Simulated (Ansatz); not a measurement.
## BeAu₃: pressure against volume scale

Results calculated with Ansatz 0.2.0, not measured. Free energy against uniform scaling of the volume at fixed shape and fractions; periodic cell, basis, potentials, k mesh and filling as listed.

The cell before it is scaled or strained (space group Pm-3m, No. 221):
```
CELL_PARAMETERS angstrom
4.02500 0.00000 0.00000
0.00000 4.02500 0.00000
0.00000 0.00000 4.02500
ATOMIC_POSITIONS crystal
Be 0.00000 0.00000 0.00000
Au 0.00000 0.50000 0.50000
Au 0.50000 0.00000 0.50000
Au 0.50000 0.50000 0.00000
```

Settings of every row: functional PBE; dispersion none; potentials PAW; wave cutoff 500 eV; density cutoff 2000 eV; k mesh 6x6x6; k shift 0x0x0; occupations cold; smearing width 0.15 eV; spin none.

Limits: coarse k mesh, up to 40 meV an atom off; no spin-orbit coupling, which can matter with elements this heavy; the cell comes from a prototype or a list of computed structures and needn't be the stable phase.

```
row  volume scale  V (Å³/atom)  pressure (GPa)  energy above lowest point (meV/atom)
  1        0.9406       15.334            7.02                                    13
  2        0.9703       15.818               ?                                     ?
  3             1       16.302           -2.55                                   1.4
  4        1.0297       16.786           -6.06                                  14.6
  5        1.0594        17.27           -8.91                                  37.4
```

Question: what pressure should row 2 give?

Worked fit of pressure. Take u = (V_r/V)^(2/3) − 1 with V_r = 16.544 Å³ an atom, which is twice the finite (Eulerian) strain; such expansions in the strain, on which the Birch-Murnaghan equation of state is built, carry the rest volume and the bulk modulus. The shown rows have u = 0.05194, 0.00987, -0.00963, -0.02823. Least squares give pressure = −4.4 + 180.82 × u + 751.3 × u² GPa; a straight line predicts inner rows, each left out in turn, worse (root mean square 0.74 against 0.023 GPa). The rows lie off it by 0.00, -0.01, 0.01, 0.00. The pressure vanishes at u = 0.0223, or V = 16.01 Å³ an atom, and there the bulk modulus at fixed shape and fractions is B = −V dP/dV = (2/3)(1 + u) dP/du = 146 GPa. The withheld row has u = 0.03037, so the fit gives −4.4 + 180.82 × (0.03037) + 751.3 × (0.03037)² = 1.78 GPa.

The calculation gave 1.76 GPa. The fit lies 0.02 GPa (1.1 % of the value, 0.13 % of the column's range) above it; its largest miss of a shown row is 0.01 GPa.

The other values of row 2: energy above lowest point 0 meV/atom.
